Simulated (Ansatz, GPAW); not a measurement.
Equation of state of PdGe3 under PBEsol

It takes space group Pm-3m (No. 221, cubic). Conventional cell: a = 4.142 Å, b = 4.142 Å, c = 4.142 Å, α = 90.00°, β = 90.00°, γ = 90.00°. Pd (site symmetry m-3m) is surrounded by 12 Ge at 2.93 Å. Ge (site symmetry 4/mmm) has 4 Pd at 2.93 Å and 8 Ge at 2.93 Å as nearest neighbours.

The cell comes from a database or a generator and needn't be the stable form of this composition.

The cell was scaled at fixed shape and fractions and run with Ansatz, Ansatz PAW, cutoff 420 eV; PBEsol, k mesh 7 × 7 × 7 on the cell of 4 atoms, fermi-dirac occupations of 0.05 eV, no spin polarisation, no spin-orbit coupling. The potentials were made for PBE. Energies are those that the program minimises, any entropy of the smearing included. For a metal such a mesh isn't converged to the digits shown.

| V (Å³/atom) | energy over the lowest row (meV/atom) |
| --- | --- |
| 16.6996 | 0.00 |
| 17.0549 | 0.28 |
| 17.4102 | 5.03 |
| 17.7655 | 13.69 |
| 18.1208 | 25.82 |
| 18.4761 | ? |
| 18.8314 | 58.85 |

Q: Fit the third-order Birch-Murnaghan form, give V0, B0 and B′, and predict the energy left open.

A: With y = (V0/V)^(2/3), E = E0 + (9 V0 B0/16) [(y - 1)³ B′ + (y - 1)² (6 - 4y)]. Least squares through the rows shown give V0 = 16.8541 Å³/atom, E0 = -0.46 meV, B0 = 102.2 GPa (1 eV/Å³ = 160.218 GPa) and B′ = 4.99, with a largest miss of 0.02 meV. At V = 18.4761 the form with these constants gives 40.98 meV; the run gave 41.00 meV an atom. Other set-ups at this level, from all their volumes (Å³/atom, GPa): GPAW, PAW data sets generated for this functional: V0 16.859, B0 103.9.

The fitted minimum lies well below the volume of the supplied cell, 17.7655 Å³/atom, so PBEsol puts that cell under tension. If the cell was relaxed with PBE, this is the expected direction, since PBEsol's weaker gradient enhancement of exchange generally shortens bonds in solids.

The bulk modulus falls between those of elemental Pd, which is stiffer, and diamond-type Ge, which is softer. The Ge-Ge contacts are much longer than the covalent bond in elemental Ge, so the resistance to compression probably comes from Pd d-Ge p hybridisation and a delocalised sp electron density rather than from directed Ge-Ge bonds. The positive B′ reflects the usual anharmonicity: repulsion stiffens the lattice on compression, while bonding weakens on expansion.

The close prediction at 18.4761 Å³/atom supports a smooth curve on the expanded side, but it is an interpolation. With only one volume below the minimum, B′ is a poor guide to behaviour under strong compression, and a minimum along uniform scaling doesn't exclude instability to shear or decomposition.
